## The far end of the HBr–silane curve

If a curve like this one is to feed an estimate of how far a mixture of hydrogen bromide and silane departs from an ideal gas, someone must decide which method may supply its tail. The tail carries weight because a molecule has many more distant neighbours than close ones. A small error in energy that doesn't fade with distance is then counted again in every wider shell. Two of the five methods below seem to have such an error, and it is easy to overlook beside the much deeper well.

Counterpoise-corrected interaction energies of HBr and SiH4 in the gas phase (negative binds), computed with Ansatz 0.2.0 in the def2-TZVPPD basis. CCSD(T) uses frozen cores, with the Br 3d electrons correlated. Silane is moved rigidly from the PBE0-D4/def2-TZVP minimum along the line between the molecules' mean atom positions, with positive shifts outwards.

```csv
shift from the minimum (Å),CCSD(T) (kcal/mol),PBE-D4 (kcal/mol),PBE0-D4 (kcal/mol),wB97M-V (kcal/mol),HF (kcal/mol)
-0.394,0.11,-0.55,-0.48,-0.55,2.41
-0.197,-0.49,-0.99,-0.91,-0.94,1.23
0.000,-0.71,-1.11,-1.02,-1.00,0.58
0.197,-0.73,-1.06,-0.98,-0.91,0.24
0.472,-0.63,-0.87,-0.82,-0.72,0.02
0.984,-0.40,-0.50,-0.48,-0.43,-0.06
1.968,-0.14,-0.10,-0.11,-0.15,-0.04
3.935,-0.02,0.07,0.05,-0.02,-0.01
```

The columns give the interaction energy, negative when the molecules attract each other. HBr lies side-on to silane. At zero shift its bromine atom is 3.94 Å from silicon, and adding the shift gives the distance in the other rows closely enough, since the motion is nearly along the Br–Si line. In the last row PBE-D4 gives +0.07 kcal/mol and PBE0-D4 gives +0.05, a repulsion between molecules almost 8 Å apart. CCSD(T), wB97M-V and Hartree–Fock (HF) all give a very weak attraction there.

### What a smooth curve should do

Two effects of different range do most to shape the curve. At short distance the closed electron shells overlap and repel, an effect that dies away roughly exponentially. HF contains this repulsion, and its energy falls from 2.41 kcal/mol in the closest row to almost nothing at +0.472 Å.

The second effect is dispersion. A momentary dipole on one molecule produces a field that weakens as 1/R³, where R is the distance between the molecules. The field induces a dipole on the partner, whose own field acts back with another factor 1/R³, so the energy falls as 1/R⁶. HF lacks these correlated fluctuations, and CCSD(T) includes them.

The difference between CCSD(T) and HF therefore gives a rough test of the law, although correlation also alters the other forces a little. It is −1.29 kcal/mol at zero shift, and scaling that value by 1/R⁶ to +0.984 Å gives −0.34, just as computed. Elsewhere the law overshoots by less than 0.04 kcal/mol, but in the closest row it exaggerates the attraction by 0.13. A likely reason is that the electron clouds overlap most there and no longer act as two separate dipoles, and the limited basis may add to the shortfall. The clouds overlap at zero shift too, so the good match from that row outwards probably owes something to steeper dispersion terms that make up for the loss.

### The size of the break

Where overlap matters little, the whole interaction should fade at about the same rate. The row at +0.984 Å serves as the starting point, and the two rows beyond it are predicted. For PBE-D4 the distance grows from 4.92 to 7.88 Å in the last row, so the attraction should shrink to (4.92/7.88)⁶ ≈ 0.06 of its starting value. Starting from −0.50 kcal/mol this gives −0.03, whereas the calculation gives +0.07, a break of 0.10 kcal/mol.

The row at +1.968 Å breaks the pattern too, although its sign looks normal. PBE-D4 should give −0.17 kcal/mol there and gives only −0.10. The same rule predicts CCSD(T) and wB97M-V in both outer rows to within 0.01 kcal/mol, so the fault lies with the D4 columns and not with the rule.

The two breaks differ in size, but they fit a single constant added to the PBE-D4 energy. Such a constant would also sit in the starting row, which has to be allowed for. The two outer rows, both compared with that same starting row, then give 0.10 and 0.11 kcal/mol, and PBE0-D4 gives about 0.08 from both. The printed output after this text lists these estimates for each row.

The constant is known only roughly, as about a tenth of a kcal/mol. The two estimates agree only if the whole PBE-D4 energy follows 1/R⁶ from the starting row. The last row is the firmer guide, and there PBE-D4 lies 0.09 kcal/mol above CCSD(T) and PBE0-D4 lies 0.07 above it. The HF attraction shrinks less between the starting row and the outer rows than 1/R⁶ would have it, probably because some repulsion still offsets it in the starting row. Part of it may also fade more slowly, since the energy of HBr's dipole in the field of silane's uneven charge falls only as 1/R⁵. Subtracting the HF energy before applying the rule raises the PBE-D4 estimates to between 0.11 and 0.13 kcal/mol.

### Why an energy can survive separation

An interaction energy is the energy of the pair less the energies of the two molecules alone. It vanishes at large distance only if each molecule in the pair becomes identical to the isolated one. A remainder is left if a molecule in the calculation goes on responding to its partner at any distance, and the construction of D4 makes this possible.

D4 adds dispersion mainly as a sum over pairs of atoms, including pairs within the same molecule. The strength of each term depends on atomic charges, because an atom that has lost electrons is harder to polarise. These charges come from a simple model in which charge flows between atoms until their electronegativities balance. The model fixes the total charge of the whole system but not the charge of each molecule.

In reality, distant HBr and silane both stay neutral, since removing an electron from one costs far more than the other gains by accepting it. The charge model has no such threshold. Its energy varies smoothly with fractional charge, so a little charge generally moves between unlike molecules however far apart they are. As their mutual attraction fades, the amount transferred tends to a fixed value instead of going to zero. That attraction falls only as 1/R, so the transfer should still be shrinking slowly over the outer rows of the table.

The altered charges then change the dispersion energy *inside* each molecule. When the isolated molecules are subtracted, each with its proper neutral charge, this change remains as a nearly constant offset. The counterpoise correction doesn't remove it, because it supplies the partner's basis functions but not the partner's atoms. The model is expected to move electrons from silane to HBr, since silicon is the least electronegative atom present. Silane has ten internal atom pairs against one in HBr, so the weakening of its dispersion should dominate and leave a positive remainder, the sign seen in the table.

This explanation is an argument from how D4 is built, and it has not been tested directly. One detail agrees with it. The model charges depend on the geometry alone, so both functionals receive the same ones and differ only in how strongly dispersion is counted at short and medium range. For isolated HBr the D4 energy is −0.16 kcal/mol with PBE and −0.13 with PBE0, a ratio of about four fifths, and the two constants stand in a similar ratio, though this is a weak check, because of rounding and because most of the change should lie in silane.

The direct test is to compare the D4 energy of the distant pair with the sum for the two separate molecules. If the explanation is right, the difference will account for the constant, once the weak dispersion still acting between the molecules is allowed for. Two identical molecules far apart offer a second test: neither draws charge from the other, so their remainder should vanish.

### What this means for using the curve

For the tail, wB97M-V is the safer of the three density functionals here, since it stays within 0.01 kcal/mol of CCSD(T) in the last two rows. That advantage doesn't extend to close contact, where it binds more strongly than CCSD(T) by up to 0.66 kcal/mol. Part of this gap probably belongs to CCSD(T) itself, which tends to underbind such pairs with a basis of this size.

Shifting a D4 curve down by the constant would restore the sign of the far end, but it has a price. At +1.968 Å PBE-D4 would then give about −0.20 kcal/mol against −0.14 for CCSD(T). With PBE-D4 the energy at zero shift would go from −1.11 to about −1.21 kcal/mol, further from the CCSD(T) value of −0.71. If the constant really persists that far in, it has been hiding part of the difference between the two methods. The outer rows support a constant only from +0.984 Å outwards. The charge model would be expected to keep the offset in the well, slightly larger there, but the table cannot show this.

The analysis program printed:

```
Correlation part and differences in kcal/mol:
     row  Br-Si distance in A  CCSD(T) less HF  R^-6 from zero shift  PBE-D4 less CCSD(T)  PBE0-D4 less CCSD(T)
  -0.394                3.546             -2.3                -2.427                -0.66                 -0.59
  -0.197                3.743            -1.72                -1.755                 -0.5                 -0.42
     0.0                 3.94            -1.29                 -1.29                 -0.4                 -0.31
   0.197                4.137            -0.97               -0.9626                -0.33                 -0.25
   0.472                4.412            -0.65               -0.6543                -0.24                 -0.19
   0.984                4.924            -0.34               -0.3386                 -0.1                 -0.08
   1.968                5.908             -0.1               -0.1135                 0.04                  0.03
   3.935                7.875            -0.01              -0.02023                 0.09                  0.07
R^-6 factor from +0.984 to +1.968 A: 0.3352
R^-6 factor from +0.984 to +3.935 A: 0.05976
CCSD(T) expected at +1.968 A, kcal/mol: -0.1341
CCSD(T) expected at +3.935 A, kcal/mol: -0.0239
wB97M-V expected at +1.968 A, kcal/mol: -0.1441
wB97M-V expected at +3.935 A, kcal/mol: -0.0257
PBE-D4 expected at +1.968 A, kcal/mol: -0.1676
PBE-D4 expected at +3.935 A, kcal/mol: -0.02988
PBE-D4 computed less expected at +1.968 A, kcal/mol: 0.06759
PBE-D4 computed less expected at +3.935 A, kcal/mol: 0.09988
PBE-D4 constant offset from the +1.968 A row, kcal/mol: 0.1017
PBE-D4 constant offset from the +3.935 A row, kcal/mol: 0.1062
PBE0-D4 expected at +1.968 A, kcal/mol: -0.1609
PBE0-D4 expected at +3.935 A, kcal/mol: -0.02868
PBE0-D4 constant offset from the +1.968 A row, kcal/mol: 0.07653
PBE0-D4 constant offset from the +3.935 A row, kcal/mol: 0.08369
PBE-D4 offset with HF subtracted first, +1.968 A row, kcal/mol: 0.1316
PBE-D4 offset with HF subtracted first, +3.935 A row, kcal/mol: 0.113
Largest rounding error of an offset from the +1.968 A row, kcal/mol: 0.01004
D4 energy inside HBr alone with PBE, kcal/mol: -0.1565
D4 energy inside HBr alone with PBE0, kcal/mol: -0.1273
```
